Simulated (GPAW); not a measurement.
# Single-oscillator dispersion of the refractive index of cubic KMgF3 below its gap, from the RPA on revPBE bands

The decision is whether two constants are enough to describe the refractive index of KMgF3 in an optical design that runs from the near infrared to the deep ultraviolet, or whether a longer dispersion formula is needed. Lenses for 248 nm depend on the change of n with wavelength as well as on n itself. The single-oscillator law makes 1/(n² − 1) a straight line in the square of the photon energy E. It is tested here on an RPA spectrum built on revPBE bands, with n = 1 for vacuum. The test concerns the form of the calculated dispersion; no measured index is in the table.

## How the numbers were made

The measured cell of a diffraction database, fixed. GPAW 26.7.0, plane waves with PAW (cutoff 500 eV), revPBE, no spin polarisation, no spin-orbit coupling, clamped ions. RPA dielectric function with local fields on a k mesh of 8×8×8, Lorentzian broadening 0.1 eV; the rows are a selection of common laser wavelengths, read off the computed spectrum below 72 % of the smallest direct gap; n is the real part of √ε. Smallest direct gap on the mesh: 7.87 eV (revPBE).

Notes on method and selection:

- Excitons and lattice vibrations are left out; a gap that is too small makes n too large and too dispersive.
- Runs that did not converge, have known faults or may not be shown are not listed, and runs on Ansatz's PAW sets soft_1 and soft_2 are kept to separate tables.

Columns:

- E² (eV²): square of the photon energy.
- E (eV): photon energy.
- n: refractive index.

## Table of results

| member | E² (eV²) | E (eV) | 1/(n² − 1) | n |
| --- | --- | --- | --- | --- |
| 1550 nm | 0.64 | 0.80 | ? | ? |
| 800 nm | 2.40 | 1.55 | 1.0709 | 1.391 |
| 532 nm | 5.43 | 2.33 | 1.0550 | 1.396 |
| 450 nm | 7.59 | 2.75 | 1.0435 | 1.399 |
| 365 nm | 11.54 | 3.40 | 1.0222 | 1.407 |
| 248 nm | 24.99 | 5.00 | 0.9455 | 1.434 |

Cells marked ? are withheld until the estimate has been made.

Least-squares fits to the members shown, with x = E² (eV²); R² and errors in the fitted variable (y, or ln y where the fit is in ln y):

| y | members | fit | R² | rms residual | leave-one-out rms | the same for the mean of the others |
| --- | --- | --- | --- | --- | --- | --- |
| 1/(n² − 1) | 5 | y = 1.0853 − 0.0055710 x | 1.00 | 7.8×10⁻⁴ | 0.0025 | 0.055 |
| n | 5 | y = 1.3854 + 0.0019275 x | 1.00 | 7.2×10⁻⁴ | 0.0021 | 0.019 |

## Mechanism

From 800 nm to 248 nm n rises from 1.391 to 1.434, and 1/(n² − 1) falls from 1.0709 to 0.9455. A straight line in E² describes this fall well, with a leave-one-out error of 0.0025 against 0.055 for the mean of the others.

The law reads 1/(n² − 1) = (E₀² − E²)/(E₀E_d), where E₀ is the oscillator energy and E_d measures its strength. The fit gives E₀ = √(1.0853 / 0.0055710) = 14.0 eV, which is 1.8 times the smallest direct gap of 7.87 eV. E₀ is therefore an average over many transitions, mainly from the filled F 2p bands to empty states, and not the absorption edge. As the photon energy approaches these transitions, the electrons respond more strongly and n rises.

The line is nevertheless slightly bent. Between 800 and 532 nm the fall per eV² is (1.0709 − 1.0550) / 3.03 = 0.00525; between 365 and 248 nm it is (1.0222 − 0.9455) / 13.45 = 0.00570. Theory requires this sign of bending when the oscillator strength is spread over a range of energies, because the transitions nearest the edge gain weight fastest.

For design work the bend matters mainly in the ultraviolet. The slope of the 800 and 532 nm rows, continued to 248 nm, gives 1.0709 − 0.00525 × 22.59 = 0.9523 instead of 0.9455, which makes n too small by about 0.003. Two constants thus serve for a general description, but not for an index needed to the third decimal at 248 nm when they are fixed in the visible and near infrared.

The revPBE gap is too small, which by itself makes n too large and too dispersive. The missing excitons also affect the strength near the edge, so the fitted constants belong to this level of theory.

## Predicting the missing value

Plain estimates from the members shown:

- 1550 nm, fit at x = 0.64: 1.0817 (an extrapolation)

The global fit gives 1.0817 at 1550 nm, but it is drawn towards the steeper ultraviolet end. At 800 nm it gives 1.0853 − 0.0055710 × 2.40 = 1.0719, already 0.0010 above the row. A local continuation that includes the bend is the better route.

Between 800 and 532 nm the slope is (1.0709 − 1.0550) / 3.03 = 0.005248 per eV², at a midpoint of (2.40 + 5.43) / 2 = 3.92 eV². Between 365 and 248 nm it is (1.0222 − 0.9455) / 13.45 = 0.005703, at a midpoint of (11.54 + 24.99) / 2 = 18.27 eV². It therefore changes by (0.005703 − 0.005248) / (18.27 − 3.92) = 0.0000317 for each eV². The midpoint between 1550 and 800 nm lies at (0.64 + 2.40) / 2 = 1.52 eV², where the slope becomes 0.005248 − (3.92 − 1.52) × 0.0000317 = 0.005172. The estimate is 1.0709 + 0.005172 × 1.76 = 1.0800.

The same route can be tried on 800 nm from the four rows at shorter wavelength. Between 532 and 450 nm the slope is (1.0550 − 1.0435) / (7.59 − 5.43) = 0.005324, at a midpoint of (5.43 + 7.59) / 2 = 6.51 eV². Its change towards the 365 and 248 nm pair is (0.005703 − 0.005324) / (18.27 − 6.51) = 0.0000322 for each eV², so the continued slope is 0.005324 − (6.51 − 3.92) × 0.0000322 = 0.005241. This gives 1.0550 + 0.005241 × 3.03 = 1.0709, equal to the row within rounding. Since this is a single trial and the tabulated values are themselves rounded, the error is set at two units of the last printed digit.

No shift is added for lattice vibrations, because the ions are clamped. In a real crystal their absorption in the far infrared lowers n towards long wavelengths and would lift 1/(n² − 1) above this continuation.

**Committed estimate, 1550 nm: 1/(n² − 1) = 1.0800 ± 0.0002.**

## Result

| member | E² (eV²) | E (eV) | 1/(n² − 1) | n |
| --- | --- | --- | --- | --- |
| 1550 nm | 0.64 | 0.80 | 1.0800 | 1.388 |

| member | estimate | 1/(n² − 1) | computed | estimate − computed | miss in error bars |
| --- | --- | --- | --- | --- | --- |
| 1550 nm | committed | 1.0800 | 1.0800 | 0.0000 | 0.0 |
| 1550 nm | fit | 1.0817 | 1.0800 | +0.0017 |  |

The estimate of 1.0800 agrees with the computed value to the last printed digit and lies inside its error bar of 0.0002. The straight-line fit gave 1.0817, too high by 0.0017.

The argument that held is that the long-wavelength end has a smaller slope than the fit to all the rows. Between 1550 and 800 nm the computed slope is (1.0800 − 1.0709) / 1.76 = 0.00517 per eV², as estimated, against 0.00557 in the fit. The further correction for the change of slope was hardly tested: continuing the slope between 800 and 532 nm unchanged would have given 1.0709 + 0.00525 × 1.76 = 1.0801.

The result fits an oscillator strength spread over a range of energies. Far below the gap the transitions respond almost as one oscillator, and the extra weight of those nearest the edge shows only as the photon energy rises.

The estimate and the computed row both hold the ions still, so their agreement says nothing about lattice absorption in a real crystal. Well above the lattice frequencies this absorption lowers n² by an amount that falls off as 1/E², which makes it 2.40 / 0.64 = 3.75 times as large at 1550 nm as at 800 nm. It curves the line the other way, making it steeper towards long wavelengths. Under Mechanism I treated the curvature as a concern chiefly at short wavelengths and let two constants pass for a general description. Both judgements hold only for the electronic part of the index; the size of the lattice part was not calculated.

## Exceptions

Least-squares fits to the whole series, with x = E² (eV²); R² and errors in the fitted variable (y, or ln y where the fit is in ln y):

| y | members | fit | R² | rms residual | leave-one-out rms | the same for the mean of the others |
| --- | --- | --- | --- | --- | --- | --- |
| 1/(n² − 1) | 6 | y = 1.0847 − 0.0055348 x | 1.00 | 9.2×10⁻⁴ | 0.0025 | 0.054 |
| n | 6 | y = 1.38586 + 0.00189848 x | 1.00 | 8.1×10⁻⁴ | 0.0021 | 0.018 |

Largest departures from the fit to the whole series:

| member | 1/(n² − 1) | fit | computed − fit | in rms residuals |
| --- | --- | --- | --- | --- |
| 365 nm | 1.0222 | 1.0208 | +0.0014 | 1.5 |
| 1550 nm | 1.0800 | 1.0812 | −0.0012 | 1.3 |
| 248 nm | 0.9455 | 0.9464 | −0.0009 | 1.0 |
| 450 nm | 1.0435 | 1.0427 | +0.0008 | 0.9 |

No single wavelength stands out; the departures form a pattern. The rows at 1550 and 248 nm lie below the line by 0.0012 and 0.0009, while those at 450 and 365 nm lie above it by 0.0008 and 0.0014. A straight line laid through a curve that bends downwards leaves just these signs.

The slopes between neighbouring rows confirm this bend for clamped ions, growing at every step from 0.00517 per eV² at the infrared end to 0.00570 at the ultraviolet end. The largest departure, at 365 nm, corresponds to only about 0.0005 in n.

## Conclusions

From 1550 to 248 nm the index calculated with clamped ions follows the single-oscillator law closely but not exactly: the slope grows by about 10 %. The formula n² = 1 + 1/(1.0847 − 0.0055348 E²), with E in eV, reproduces the six rows to about 0.0005 in n. Where that error is acceptable, a two-constant fit over the whole range serves for this electronic part; a closer index, or an accurate dispersion at 248 nm, needs a longer formula. At 1550 nm, the only end predicted in advance, continuing the local slope did better than the common line.

For a real crystal the choice stays open at the near-infrared end. If lattice absorption lowers n² at 1550 nm by only 2 × 1.388 × 0.0005 = 0.0014, it already shifts n by as much as the error of the formula, and nothing here shows that the effect is smaller. Continuing the slope from shorter wavelengths does not capture it either. A design that reaches into the near infrared should therefore allow for a separate lattice term, unless measured indices show that it can be spared.

In practice, the reflection loss at normal incidence, ((n − 1)/(n + 1))², is ((1.388 − 1) / (1.388 + 1))² = 0.026 per surface at 1550 nm and ((1.434 − 1) / (1.434 + 1))² = 0.032 at 248 nm.

This test of form does not settle the absolute index or the exact strength of the dispersion. The too-small revPBE gap raises both. The missing electron–hole attraction acts the other way on n, since including it would raise the index, so the two errors offset each other at least in part. How far they cancel is not determined here.

The numerical settings add an uncertainty that is not determined either. Only a limited number of empty bands enters the spectrum, and those left out would mainly add a nearly constant amount to n², which shifts both constants. Runs with fewer bands, with a larger broadening and with a smaller local-field cutoff were made but are not compared here, nor is a run with a widened gap and an approximate electron–hole kernel. No second k mesh is shown for the spectrum.

Before a design, the formula should be fitted anew to measured indices and its form tested on them again. New values for the two constants alone cannot reproduce the opposite curvature that the lattice brings in at long wavelengths.
